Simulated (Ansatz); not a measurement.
## Strength of the N–In bond: CH8InN → CH5N + InH3

Species: CH8InN `C[NH2+][InH3-]`, singlet; CH5N `CN`, singlet; InH3 `[InH3]`, singlet. 

Shapes, held fixed at every level: PBE0-D4/def2-TZVP. Programs: Ansatz 0.2.0. The zero-point and thermal change to 298 K, harmonic and unscaled (PBE0-D4/def2-TZVP), is -8.5 kJ/mol.

Question: Estimate ΔH(298 K) of this reaction.

Answer: The highest level, CCSD(T)/def2-TZVPP, gives ΔH(298 K) = +87.8 kJ/mol; the levels span +73.4 to +90.9. Both fragments are taken as closed shells, so no electrons are unpaired. The column of differences is taken from that level and isn't an error. No measured value is set beside it here. For atoms past krypton def2 sets carry core potentials with scalar relativity. Outer-core shells of In are correlated in most correlated rows, in sets that cover them unevenly.

```csv
level,kind,ΔH(298 K) (kJ/mol),less CCSD(T)/def2-TZVPP
HF/def2-SVP,Hartree–Fock,+73.4,-14.4
r2SCAN-D4/def2-TZVPP,meta-GGA,+88.3,+0.5
B3LYP-D4/def2-TZVPP,global hybrid,+80.6,-7.2
r2SCAN0-D4/def2-TZVPP,global hybrid,+88.5,+0.7
MP2/def2-TZVPP,perturbation theory,+90.9,+3.1
CCSD/def2-TZVPP,coupled cluster or CI,+84.2,-3.6
CCSD(T)/def2-TZVPP,coupled cluster or CI,+87.8,0.0
```

The positive enthalpy at every level describes a moderately strong donor–acceptor bond. The nitrogen lone pair of methylamine donates into the formally empty 5p orbital of indium, and on cleavage both electrons return to nitrogen, leaving two closed-shell molecules. The bond is therefore weaker than a typical electron-sharing bond: amine and indane are each stable valence structures, and indane regains its preferred planar shape on release. The formal charges in the adduct's structure overstate the actual transfer of charge.

Hartree–Fock already recovers most of the binding, which suggests a large electrostatic and donor–acceptor part, with correlation probably supplying much of the remainder, though the smaller basis in that row prevents a clean separation. r2SCAN-D4 and r2SCAN0-D4 differ by only 0.2 kJ/mol, so the result is insensitive to exact exchange within that family. The enthalpy alone doesn't show that the adduct would persist, since loss of hydrogen or deposition of indium metal could offer easier routes than N–In cleavage.
